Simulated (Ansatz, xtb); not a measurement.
# H3MoNOS2: which of two structures lies lower

Structure a: a singlet given by its coordinates. Structure b: a singlet given by its coordinates. Both are isolated molecules in the gas phase, relaxed with PBE0-D4/def2-SVP.

a (Å):

```xyz
8

Mo    0.4149   -0.1637   -0.3748
N    -0.9930    0.9537    0.2518
O     1.0513   -1.2441    1.0067
S    -0.3712   -1.3446   -1.9341
S     1.9795    1.0813   -1.0432
H    -0.8508    1.8925    0.6155
H    -1.9800    0.7272    0.1645
H     0.6975   -2.1258    1.1770
```

Close contacts (Å): Mo1–N2 1.90, Mo1–O3 1.87, Mo1–S4 2.11, Mo1–S5 2.11, Mo1–H6 2.61, Mo1–H7 2.61, Mo1–H8 2.52, N2–H6 1.02, N2–H7 1.02, O3–H8 0.97.

b (Å):

```xyz
8

Mo    0.1295   -0.3253   -0.3445
N     0.6676    1.2513    0.0485
O     0.7304   -1.5383    0.9416
S     0.7739   -0.8652   -2.2812
S    -2.2008   -0.2056   -0.4572
H     1.1323    2.1289   -0.1831
H    -2.3230    0.7743    0.4673
H     1.1822   -1.2773    1.7526
```

Close contacts (Å): Mo1–N2 1.71, Mo1–O3 1.87, Mo1–S4 2.11, Mo1–S5 2.34, Mo1–H6 2.66, Mo1–H8 2.53, N2–H6 1.02, O3–H8 0.96, S5–H7 1.35.

Energies in hartree; the thermal terms are from PBE0-D4/def2-SVP harmonic frequencies (ideal gas, rigid rotor, one conformer each, 298.15 K, 1 atm) and include the zero-point energy:

```
                              a           b
E, CCSD(T)/def2-SVP  −994.443248  −994.422143
  zero-point energy     0.042407     0.038792
       H(298 K) − E     0.050923     0.047503
       G(298 K) − E     0.009755     0.005848
```

Task: Work out ΔE, ΔE₀, ΔH and ΔG for a → b in kcal/mol (1 Eh = 627.51 kcal/mol) and the equilibrium ratio [b]/[a].

Result: 1. ΔE = −994.422143 − (−994.443248) = +0.021105 Eh = +13.24 kcal/mol.
2. ΔE₀ = ΔE + ΔZPE = +0.021105 + (−0.003615) Eh = +10.98 kcal/mol.
3. ΔH = ΔE + (−0.003420) Eh = +11.10 kcal/mol.
4. ΔG = ΔE + (−0.003907) Eh = +10.79 kcal/mol, so ΔS = (ΔH − ΔG)/T = +4.3 J/(mol K).
5. kT = 0.9442 mEh, so K = [b]/[a] = exp(−ΔG/kT) = exp(−18.21) ≈ 1.2 × 10^−8.

Structure a is favoured at this temperature. An error of 1 kcal/mol in ΔG would change K by a factor of 5.4. Large T1 diagnostics make the coupled-cluster value less sure. Mirror images and further conformers aren't counted.

Other levels gave ΔE = +15.4 (PBE0-D4/def2-SVP); +13.9 (HF/def2-SVP); +14.9 (MP2/def2-SVP) kcal/mol. The correlated steps freeze 12 core orbitals. Atoms past krypton carry core potentials in the def2 sets, without spin–orbit terms. Programs: Ansatz 0.2.0.

The two structures are tautomers of a formally d⁰ Mo(VI) centre. Going from a to b moves a proton from nitrogen to sulfur, turning an amido and a sulfido ligand into an imido and a hydrosulfido. The distances show the exchange: Mo–N shortens from 1.90 to 1.71 Å, while one Mo–S bond lengthens from 2.11 to 2.34 Å. The imido ligand gains metal–nitrogen π bonding, but b gives up a Mo=S π bond and replaces a strong N–H bond with a weaker S–H bond. The balance probably favours a for that reason.

Zero-point energy narrows the gap because the S–H stretch is softer than the N–H stretch it replaces; entropy adds little. Hartree–Fock already gives the same order with a similar gap, so the preference doesn't hinge on a large differential correlation energy. The result supports amido–disulfido over imido–hydrosulfido for this pair, but doesn't show that a is the most stable isomer, since oxo tautomers formed by moving the hydroxo proton weren't compared.
